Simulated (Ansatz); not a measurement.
A series in volume scale on HfN

All results are calculated (Ansatz 0.2.0). Free energy against uniform scaling of the volume at fixed shape and fractions; periodic cell, basis, potentials, k mesh and filling as listed.

The cell before it is scaled or strained (space group Fm-3m, No. 225):
```
cell vectors (Å)
   0.0000     2.2560     2.2560
   2.2560     0.0000     2.2560
   2.2560     2.2560     0.0000
atoms (fractions of the cell vectors)
Hf  0.00000  0.00000  0.00000
N   0.50000  0.50000  0.50000
```

Settings of every row: functional PBE; dispersion none; potentials all-electron LAPW; k mesh 9x9x9; k shift 0x0x0; occupations fermi dirac; smearing width 0.1 eV; spin none.

Limits: coarse k mesh, up to 40 meV an atom off; odd electron count without spin; no spin-orbit coupling, which can matter with elements this heavy.

```
row  volume scale  V (Å³/atom)  energy above lowest point (meV/atom)
  1          0.94       10.793                                  75.9
  2          0.96       11.023                                  42.5
  3          0.98       11.252                                  19.4
  4             1       11.482                                     ?
  5          1.02       11.712                                     0
  6          1.04       11.941                                     2
  7          1.06       12.171                                  10.8
```

Question: what energy above lowest point should row 4 give?

Worked fit of energy above lowest point. Take u = (V_r/V)^(2/3) − 1 with V_r = 11.482 Å³ an atom, which is twice the finite (Eulerian) strain; such expansions in the strain, on which the Birch-Murnaghan equation of state is built, carry the rest volume and the bulk modulus. The shown rows have u = 0.04212, 0.02757, 0.01358, -0.01314, -0.02579, -0.03811. Least squares give energy above lowest point = 5.53 + 716.6 × u + 22542 × u² + 2778 × u³ meV/atom; a parabola predicts inner rows, each left out in turn, worse (root mean square 0.072 against 0.036 meV/atom). All shown rows lie on it to the printed digit. Its lowest point lies at u = -0.0159, or V = 11.76 Å³ an atom, and the curvature there gives the bulk modulus at fixed shape and fractions, B = (4/9)(1 + u)² E″(u)/V = 263 GPa. The withheld row has u = 0, so the fit gives 5.53 + 716.6 × (0) + 22542 × (0)² + 2778 × (0)³ = 5.5 meV/atom.

The calculation gave 5.5 meV/atom. The fit meets it to the printed digit.
